**Q:** I want the atomization energy of this fluorinated siloxane to 1 kcal/mol. MP2 in def2-QZVPP comes within 0.144 eV of the reference, while CCSD(T) in def2-TZVPP is more than 1 eV off. Why pay for CCSD(T)?

Electronic atomization energies of CH7FOSi2 (SMILES C[SiH2]O[SiH2]F) in the gas phase, computed with Ansatz 0.2.0 with frozen cores at the PBE0-D4/def2-TZVP geometry. The limit extrapolates HF and MP2 from def2-TZVPP and def2-QZVPP; for CCSD and CCSD(T) it adds their difference from MP2 in def2-TZVPP alone. The reference, CCSD(T) at the limit, is thus a focal-point estimate and not a direct extrapolation of CCSD(T).

```csv
method,basis,basis functions,atomization energy (eV),less CCSD(T) at the limit (eV),less the same method at the limit (eV)
HF,def2-SVP,113,34.659,-11.787,-0.771
MP2,def2-SVP,113,43.603,-2.843,-3.462
CCSD,def2-SVP,113,42.812,-3.633,-3.160
CCSD(T),def2-SVP,113,43.108,-3.338,-3.338
HF,def2-TZVPP,275,35.281,-11.164,-0.149
MP2,def2-TZVPP,275,45.845,-0.601,-1.220
CCSD,def2-TZVPP,275,44.752,-1.693,-1.220
CCSD(T),def2-TZVPP,275,45.225,-1.220,-1.220
HF,def2-QZVPP,521,35.411,-11.035,-0.019
MP2,def2-QZVPP,521,46.590,0.144,-0.475
HF,limit,n/a,35.430,-11.015,0.000
MP2,limit,n/a,47.065,0.620,0.000
CCSD,limit,n/a,45.973,-0.473,0.000
CCSD(T),limit,n/a,46.446,0.000,0.000
```

**A:** Because that MP2 value is good by cancellation. Three sizes are worth remembering here: leaving out electron correlation costs about 11 eV, stopping at triple zeta about 1 eV, and replacing CCSD(T) by MP2 or CCSD about half an eV. All three are measured against a focal-point estimate of the CCSD(T) limit, whose correction to MP2 comes from triple zeta alone. Your target is 0.04 eV. Each of these errors must therefore be controlled separately.

**Q:** Why is Hartree–Fock so far off, even at the basis limit?

**A:** The atomization energy is the electronic energy of the free atoms minus that of the molecule. Forming bonds pairs electrons of opposite spin in the same region, where they avoid each other. Hartree–Fock leaves out this avoidance, so it makes the molecule too weakly bound, here by about 1 eV per bond against the focal-point reference. This is an average over unlike bonds, so a single bond may differ from it.

**Q:** Yet Hartree–Fock is nearly converged in def2-TZVPP, and CCSD(T) is not.

**A:** The same avoidance explains that. The exact wavefunction has a kink where two electrons meet, and products of smooth orbitals reproduce a kink slowly. Hartree–Fock has no such kink to describe, though its remaining basis error of 0.149 eV still exceeds your target. From def2-TZVPP to the limit, the MP2 correlation energy of the molecule grows by 3.5 eV. The atoms gain too, but about 31% of the growth remains in the atomization energy, so a small basis underbinds.

**Q:** Then what happens in the MP2 row that I liked?

**A:** Split its error into a basis part, measured from the MP2 limit, and a method part, measured from the MP2 limit to the focal-point estimate for CCSD(T), which makes it simply the difference between the two methods in def2-TZVPP:

$$-0.48+0.62=0.14\ \text{eV}.$$

The basis underbinds and the method overbinds. A still larger basis would remove the first part and make the MP2 result worse.

**Q:** So MP2 exaggerates correlation in the molecule?

**A:** No, it recovers too little. In def2-TZVPP it misses 2.07 eV of the CCSD(T) correlation energy in the molecule, but 2.69 eV in the free atoms. The atoms are left too high, and the difference appears as overbinding. CCSD errs the other way: it lacks the connected triple excitations, which contribute 0.47 eV to the atomization energy in this basis.

**Q:** If basis and method errors simply add, could I compute the CCSD(T) correction in a small basis?

**A:** Test it where the answer is known. Let $D$ be the atomization energy, and carry the difference between CCSD(T) and MP2 from def2-SVP to def2-TZVPP:

$$D\approx45.845+(43.108-43.603)=45.350\ \text{eV}.$$

The computed CCSD(T) value is 45.225 eV, so the estimate is 0.125 eV too high. Nothing was fitted, and the computed value did not enter the estimate.

**Q:** That is three times my target. Why does it fail?

**A:** The correction has two opposed parts, and both change with the basis. Going from MP2 to CCSD lowers the atomization energy by 0.8 eV in def2-SVP but by 1.1 eV in def2-TZVPP. This is mainly because the larger basis adds less correlation to the molecule in CCSD than in MP2, 5.26 against 5.45 eV. MP2 treats each electron pair on its own, while CCSD couples the pairs, which usually damps the gain. The triples raise the atomization energy, and their part grows too, but not enough to compensate.

Scaling the MP2 correlation part by the ratio found in def2-SVP cuts the miss to 0.04 eV. Much of that success is again cancellation between the two parts: for CCSD alone, scaling does better than adding but still misses by 0.16 eV. The output below gives both tests.

**Q:** Does this affect the reference too?

**A:** Yes. As a focal-point estimate, it is the MP2 limit plus the CCSD(T) correction from def2-TZVPP; CCSD(T) itself was never extrapolated. MP2, CCSD and CCSD(T) therefore show the same basis error in def2-TZVPP by construction, not as a finding. The 0.62 eV method error of MP2 is likewise the def2-TZVPP difference carried over. Scaling that correction instead would lower the limit by 0.06 eV.

The extrapolation adds its own doubt. It assumes that the correlation error falls roughly as $X^{-3}$, with $X=3$ for triple and 4 for quadruple zeta. Exponents of 2.5 and 3.5 would put the remainder beyond def2-QZVPP at 0.58 and 0.35 eV. The reference is thus good enough to recognise errors of half an eV, but it secures neither 1 kcal/mol nor the exact size of the 0.144 eV that you quoted.

**Q:** What should I run?

**A:** Start with the reference recipe: MP2 in triple and quadruple zeta, extrapolated, plus the CCSD(T) correction in def2-TZVPP. Taking the correction from def2-SVP makes the CCSD(T) step formally about 70 times cheaper, at the price of the 0.125 eV found above. If 1 kcal/mol really matters, run CCSD(T) in def2-QZVPP as well, formally 16 times the work of def2-TZVPP. That tests the borrowed correction directly, but the doubt about the extrapolation remains. To reduce it, use a still larger basis or an explicitly correlated (F12) method, which builds the kink into the wavefunction. A comparison with experiment also needs the zero-point, spin-orbit, scalar-relativistic and core-correlation terms, which this table leaves out. Search the conformers too: only one was computed here, and it need not be the lowest, which can matter at 1 kcal/mol.

**Q:** And if I only need reaction energies, say for a siloxane precursor of an insulating film?

**A:** Choose reactions that keep the number and kind of bonds. Much of the error per bond should then cancel, though this table does not test it. Breaking a precursor into radicals or atoms changes the electron pairing, so there the basis and the correlation method need the same care as here.

Printed output of the fit:

```
One kcal/mol (eV): 0.04336
Correlation share of the reference atomization energy (%): 23.72
HF shortfall at the limit per bond, 11 bonds (eV): 1.001
CCSD(T) in TZVPP less reference (kcal/mol): -28.13
MP2 at the limit less reference (kcal/mol): 14.3
CCSD at the limit less reference (kcal/mol): -10.91
MP2 correlation part of atomization, gain SVP to TZVPP (eV): 1.62
MP2 correlation part of atomization, gain TZVPP to QZVPP (eV): 0.615
The latter gain as predicted by X^-3 from SVP and TZVPP (eV): 0.3943
Correlation part still missing in QZVPP, by the limit of the table (eV): 0.456
The same if the error fell as X^-2.5 (eV): 0.5842
The same if the error fell as X^-3.5 (eV): 0.354
CCSD(T) in TZVPP from MP2 plus the SVP correction, less computed (eV): 0.125
CCSD(T) in TZVPP from MP2 correlation scaled as in SVP, less computed (eV): 0.03534
CCSD in TZVPP from MP2 plus the SVP correction, less computed (eV): 0.302
CCSD in TZVPP from MP2 correlation scaled as in SVP, less computed (eV): 0.1587
CCSD(T) limit by scaling from TZVPP, less the additive limit of the table (eV): -0.06386
MP2 less CCSD(T) in SVP (eV): 0.495
Triples part of atomization in SVP (eV): 0.296
Triples part of atomization in TZVPP (eV): 0.473
Correlation that MP2 misses against CCSD(T) in the molecule, TZVPP (eV): 2.074
Correlation that MP2 misses against CCSD(T) in the free atoms, TZVPP, by subtraction (eV): 2.694
Growth of molecular MP2 correlation from TZVPP to the limit (eV): 3.505
Share of that growth left in the atomization energy (%): 30.56
Opposite-spin share of that growth (%): 86.26
Formal cost factor of CCSD(T), SVP to TZVPP, virtuals to the fourth power: 73.56
Formal cost factor of CCSD(T), TZVPP to QZVPP, virtuals to the fourth power: 16
Formal cost factor of MP2, TZVPP to QZVPP, basis functions to the fourth power: 12.88
```
